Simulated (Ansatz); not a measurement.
# Exchange couplings and ordering temperature of ferromagnetic CrRh3 under isotropic strain from −4 % to +4 % in PBEsol

In Cu3Au-type CrRh3 each Cr atom has twelve Rh atoms as nearest neighbours and no Cr atom among them, so the Cr moments couple largely through the Rh 4d states. The nearest Cr–Cr pairs are a full cube edge apart. Isotropic strain changes these distances without changing composition or symmetry, and shows how firmly the ferromagnetic order is held when a magnetic alloy is compressed or expanded. The Cr–Cr couplings of two shells and the ordering temperatures derived from them are calculated with PBEsol at constrained moments. Strain is measured from the unstrained cell, and a positive J favours parallel moments. "Ferromagnetic" refers here to the Cr moments; the Rh atoms carry small moments opposite to them.

## How the numbers were made

One crystal, CrRh3 (Cu3Au-type, Pm-3m), in a magnetic cell of 4 atom(s), 1 counted as magnetic (Cr), from cells of the Materials Project database (relaxed there by DFT); atoms are fixed and move with the cell. Ansatz 0.2.0, plane waves with the earlier PAW datasets of its set soft_1, cutoff 420 eV, collinear spins without spin-orbit coupling, Fermi-Dirac smearing of 0.1 eV. The k mesh is 10×10×10 and the sums for the couplings run over 10×10×10. Functional: PBEsol without U. Every run keeps the ferromagnetic pattern of signs of the first run. The couplings are taken at constrained moments: the directions are held and the rest of the density and field relaxes in linear response. Runs that did not converge or carry a known fault are not listed.

Notes on method and selection:

- J is defined by E = -sum over ordered pairs (each pair twice) of J e_i.e_j with unit vectors e, a classical Heisenberg model without biquadratic or multi-spin terms, so J > 0 favours parallel moments and the moment's size is inside J.
- All temperatures are for classical unit spins; for spin S a quantum mean-field treatment is higher by (S+1)/S. Mean field neglects fluctuations and lies above the Tyablikov (random-phase) and Monte Carlo values.
- Several collinear starts were compared only in the unstrained cell; the strained cells were run from a ferromagnetic start alone, so the state need not be the true ground state at any strain. Spin-orbit coupling is left out.
- The mean-field temperature is left blank where it belongs to another wavevector than in the first run.
- Ansatz's own search for a lower self-consistent state was switched off in these runs, so a run may rest in a state that is not the lowest for its pattern of moments.
- Where several measured values exist, one near their median is shown, and none where they scatter widely or belong to another phase or kind of order.
- The shells shown are the strongest of the first run whose pairs agree within a shell.
- For crystals with 4f or 5f elements only couplings at constrained moments are used, since rigid ones can be several times too large.
- Runs that did not converge, have known faults or may not be shown are not listed, and runs on Ansatz's PAW sets soft_1 and soft_2 are kept to separate tables.

Columns:

- strain (%): isotropic strain (all lengths scaled alike), change of length against the unstrained cell.
- moment (μB): largest spin moment inside an atomic sphere.
- pair length (Å): mean length of the pairs that lie 5.36 Å apart in the first cell.
- gap on mesh (eV): band gap on the run's k mesh by the count of bands (negative: bands overlap, a metal).
- Tyablikov T (K): Tyablikov (random-phase) ordering temperature from the same couplings.
- J at 5.36 Å (meV): mean J of the Cr–Cr pairs that lie 5.36 Å apart in the first cell (12 such neighbours an atom).
- J at 3.79 Å (meV): mean J of the Cr–Cr pairs that lie 3.79 Å apart in the first cell (6 such neighbours an atom).
- mean-field T (K): mean-field ordering temperature, 2/(3 kB) times the largest J(q) over wavevectors and sublattice modes.

Input lines of one member:

```
magnetization:
  spin_polarized: true
kpoints:
  mp_grid: { grid: [10, 10, 10] }
  band_path:
    path:
      - [0.0, 0.0, 0.0]
      - [0.0, 0.5, 0.0]
      - [0.5, 0.5, 0.0]
      - [0.0, 0.0, 0.0]
      - [0.5, 0.5, 0.5]
      - [0.0, 0.5, 0.0]
      - [0.5, 0.5, 0.5]
    npoints: 11
hamiltonian:
  xc: pbesol
  pseudopotentials: { kind: paw, azcp: { folder: soft_1 }, xc_functional: pbe }
scf:
  occupations: { method: fermi_dirac, width: 0.1 }
  lower_state_search: "off"
output:
  write_bands: true
  eigenstates:
    nscf_kmesh: { grid: [10, 10, 10] }
    top_band: c66
    exchange_couplings: { magnetic: [{ species: Cr }] }
```

Command (options for logging and memory left out): `ansatz run input.yaml`

## Data

| member | strain (%) | moment (μB) | pair length (Å) | gap on mesh (eV) | Tyablikov T (K) | J at 5.36 Å (meV) | J at 3.79 Å (meV) | mean-field T (K) |
| --- | --- | --- | --- | --- | --- | --- | --- | --- |
| −4 % | −4 | 1.32 | 5.146 | −2.61 | 428 | 3.98 | 3.90 | 525.9 |
| −2 % | −2 | 1.54 | 5.253 | −2.40 | 423 | 4.28 | 3.81 | 531.5 |
| −1 % | −1 | 1.66 | 5.307 | −2.31 | 409 | ? | ? | ? |
| +0 % | 0 | 1.79 | 5.361 | −2.23 | 385 | 4.54 | 3.60 | 510.4 |
| +1 % | 1 | 1.93 | 5.414 | −2.12 | 353 | 4.71 | 3.45 | 491.0 |
| +2 % | 2 | 2.08 | 5.468 | −2.01 | 314 | 4.94 | 3.26 | 469.6 |
| +4 % | 4 | 2.41 | 5.575 | −1.80 | 247 | 5.75 | 2.73 | 449.7 |

Cells marked ? are withheld until the estimate has been made.

## Interpretation

Expansion raises the Cr moment from 1.32 μB at −4 % to 2.41 μB at +4 %, as expected when weaker Cr–Rh overlap narrows the d bands. The two couplings respond in opposite directions: J at 3.79 Å falls from 3.90 to 2.73 meV, while J at 5.36 Å rises from 3.98 to 5.75 meV. The moment's size is contained in J, and its square grows by (2.41 / 1.32)² = 3.3, against 5.75 / 3.98 = 1.44 for the rising coupling. Relative to the squared moment, both couplings therefore weaken. In every row shown the farther pairs are the more strongly coupled. A plausible reason is that a Rh atom sits exactly midway between them, which gives a straight Cr–Rh–Cr path that the nearer pairs lack.

The Tyablikov temperature falls at every step of expansion, slowly at first, (423 − 428) / 2 = −2.5 K per % between −4 % and −2 %, and then steeply, (247 − 314) / 2 = −33.5 K per % between +2 % and +4 %. The two tabulated shells do not explain this fall. Their sum over neighbours rises from 6 × 3.60 + 12 × 4.54 = 76.1 meV in the unstrained cell to 6 × 2.73 + 12 × 5.75 = 85.4 meV at +4 %. The mean-field temperature belongs to ferromagnetic order (q = 0) in both rows. Converted by J(q) = 1.5 kB T with kB = 0.0862 meV/K, it gives a total over all shells of 1.5 × 0.0862 × 510.4 = 66.0 meV and 1.5 × 0.0862 × 449.7 = 58.1 meV. All other shells together then contribute 66.0 − 76.1 = −10.1 meV at zero strain and 58.1 − 85.4 = −27.3 meV at +4 %. Growing antiferromagnetic couplings outside the two shells thus outweigh the gain at 5.36 Å. A possible origin is that, as the moment grows, the Cr d shell comes closer to a full majority and an empty minority spin channel, which favours antiparallel alignment.

Such competition softens spin waves, to which the Tyablikov temperature is more sensitive than the mean-field one; their ratio drops from 428 / 525.9 = 0.81 at −4 % to 247 / 449.7 = 0.55 at +4 %. Since the strained cells were started only from ferromagnetic order, another order may lie lower on expansion. A further calculation for the unstrained cell gives clearly lower temperatures, so the absolute scale is uncertain; whether the trend with strain would change as well is not shown.

## Blind estimate

Plain estimates from the members shown:

- −1 %, straight-line interpolation between −2 % and +0 %: w = (−1 − (−2)) / (0 − (−2)) = 0.500, so 4.28 + 0.500 × (4.54 − 4.28) = 4.41 meV

The missing coupling lies midway between two calculated strains, and the other columns show no change of magnetic state there: the moment of 1.66 μB at −1 % agrees with the mean of its neighbours, (1.54 + 1.79) / 2 = 1.67 μB. Interpolation is therefore justified. The straight line gives 4.41 meV but ignores the curvature of J with strain, which is included by a cubic through the members at −4, −2, 0 and +2 %:

(9 × (4.28 + 4.54) − 3.98 − 4.94) / 16 = 4.40 meV.

The same formula can be tried at +1 %, using the members at −2, 0, +2 and +4 %:

(9 × (4.54 + 4.94) − 4.28 − 5.75) / 16 = 4.71 meV,

which equals the calculated 4.71 meV, whereas the straight line between 0 and +2 % gives (4.54 + 4.94) / 2 = 4.74 meV. A harder trial leaves out the unstrained cell and passes a cubic through −4, −2, +2 and +4 %:

(4 × (4.28 + 4.94) − 3.98 − 5.75) / 6 = 4.525 meV,

which is below the calculated value by 4.54 − 4.525 = 0.015 meV. The cubic is adopted without a further shift, because the smooth change of the moment gives no reason for one. The larger of the two misses, rounded up because there are only two trials, sets the standard deviation at 0.02 meV.

**Committed estimate, −1 %: J at 5.36 Å = 4.40 ± 0.02 meV.**

## Check

| member | strain (%) | moment (μB) | pair length (Å) | gap on mesh (eV) | Tyablikov T (K) | J at 5.36 Å (meV) | J at 3.79 Å (meV) | mean-field T (K) |
| --- | --- | --- | --- | --- | --- | --- | --- | --- |
| −1 % | −1 | 1.66 | 5.307 | −2.31 | 409 | 4.41 | 3.72 | 524.5 |

| member | estimate | J at 5.36 Å (meV) | computed | estimate − computed | miss in error bars |
| --- | --- | --- | --- | --- | --- |
| −1 % | committed | 4.40 | 4.41 | −0.01 | 0.5 |
| −1 % | interpolation | 4.41 | 4.41 | 0.00 |  |

The estimate of 4.40 ± 0.02 meV lies 0.01 meV below the computed 4.41 meV, inside its error bar. Straight-line interpolation gave 4.41 meV and was marginally better, but the difference is at the level of the printed rounding. The assumption of a smooth change between −2 % and 0 held, while the cubic correction for curvature brought no gain here.

A smooth coupling does not by itself identify a mechanism. The full row does, however, support the part played by the other shells. At −1 % the two tabulated shells sum to 6 × 3.72 + 12 × 4.41 = 75.2 meV, whereas the mean-field temperature corresponds to 1.5 × 0.0862 × 524.5 = 67.8 meV. The largest J(q) belongs to ferromagnetic order, so the remaining shells contribute 67.8 − 75.2 = −7.4 meV, smaller in size than the 66.0 − 76.1 = −10.1 meV at zero strain. Their net antiferromagnetic contribution thus weakens on compression. The suggested link to d-band filling remains a conjecture.

## Members off the line

The +4 % member departs most from a straight line in J at 5.36 Å. The coupling rises by (5.75 − 4.94) / 2 = 0.41 meV per % between +2 % and +4 %, against (4.28 − 3.98) / 2 = 0.15 meV per % between −4 % and −2 %.

Faster relative growth of the moment is not the reason. The squared moment grows by (2.41 / 2.08)² = 1.34 over the last interval and by (1.54 / 1.32)² = 1.36 over the first, while J grows by 5.75 / 4.94 = 1.16 and 4.28 / 3.98 = 1.08. The coupling per squared moment therefore falls more slowly at large expansion. A strain-dependent change in the Cr–Rh bands near the Fermi level could produce this, but so could an error of the k mesh that varies with strain, and no second mesh is shown.

## Conclusions and limits

From −4 % to +4 %, expansion strengthens the coupling at 5.36 Å but lowers the Tyablikov temperature, so this one coupling cannot stand in for the ordering temperature. With neighbours 1 % away on either side, linear interpolation of J at 5.36 Å misses by at most 0.03 meV in the three cases available (−1 %, 0 and +1 %). Between +1 % and +4 % it misses the +2 % member by 0.12 meV.

My opening question, how firmly the ferromagnetic order is held, is not settled by these temperatures. They follow from small rotations of the Cr moments about the ferromagnetic state and do not compare its energy with that of other orders. In the unstrained cell ferromagnetic order is the lowest of the collinear orders compared, but the antiferromagnetic order in which each Cr moment opposes its six nearest Cr neighbours lies only slightly higher. The difference is well below the 66.0 meV per Cr atom that the couplings give between ferromagnetic order and disordered moments. The Cr moment is also larger in that order, a change of size that a model of unit vectors with fixed J leaves out. The strained cells were not calculated in this order, so whether it overtakes ferromagnetism on expansion remains open.

The cell I call unstrained is the database cell, not the equilibrium cell of PBEsol. With the settings used here the energy is lowest at −1 % among the calculated strains, and lower at −2 % than at 0, so the 0 member is already expanded. Around −1 %, close to equilibrium, the Tyablikov temperature changes by (385 − 423) / 2 = −19 K per % of length, or about −6 K per % of volume. Around the database cell the change is steeper, (353 − 409) / 2 = −28 K per % of length, or about −9 K per % of volume. The error of these slopes is not known: only the −4 % member gave a settled spin-wave stiffness, and the Tyablikov temperature is sensitive to soft spin waves.

The largest omitted effect that can be sized is the quantum factor (S+1)/S. For S near 1 it would roughly double the mean-field temperature, an increase of about 500 K and far above the spread with strain, although an itinerant moment has no sharply defined S. Another limit cannot be sized from these runs: as the input lines show, the PAW datasets were made with PBE but used with PBEsol, which may shift both the couplings and the equilibrium length.

[Logs are printed without paths, hosts, clocks, repeated set-up lines and the standing remarks that a program may print on its own settings, such as how far it seeks lower states.]
